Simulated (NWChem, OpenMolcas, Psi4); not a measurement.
## How basis sets differ on C2HClF2 (SMILES FC(F)=CCl)

C2HClF2 has 6 atoms, charge 0, and is taken as a singlet. SMILES: `FC(F)=CCl`. The coordinates come from a PBE0-D4/def2-TZVP relaxation.

Each level gives the dipole moment (D). The values are calculated.

| level | kind | program | value (D) | CPU time |
| --- | --- | --- | --- | --- |
| HF/STO-3G | Hartree–Fock | NWChem | 1.62 | 1.9 s |
| HF/3-21G | Hartree–Fock | OpenMolcas | 1.38 | 2.6 s |
| HF/6-31G* (spherical functions) | Hartree–Fock | Psi4 | 1.19 | 6.1 s |
| HF/def2-SVP | Hartree–Fock | NWChem | 1.20 | 9.8 s |

The values span 1.19 to 1.62 D. Sets without polarisation functions give poor dipoles. Times are those of the runs behind each value, whatever else they computed, on shared processors of several kinds: orders of magnitude only.

The dipole falls from 1.62 D in the minimal basis to 1.38 D with a split valence shell, then to 1.19 and 1.20 D in the two sets with d functions on the heavy atoms. Splitting the valence shell lets the orbitals contract or expand with the local charge, while d functions let the density around chlorine, fluorine and carbon distort away from the atomic centres.

The net moment is especially sensitive to this because the C–F and C–Cl bond dipoles lie at opposite ends of the double bond and partly cancel, with π donation from the halogen lone pairs further reducing the charge separation. The drop therefore probably reflects a changed balance between the two ends rather than a uniform weakening of every polar bond. The close agreement of the last two sets doesn't establish the Hartree–Fock basis limit, since both lack the diffuse functions needed to describe the outer lone-pair density.
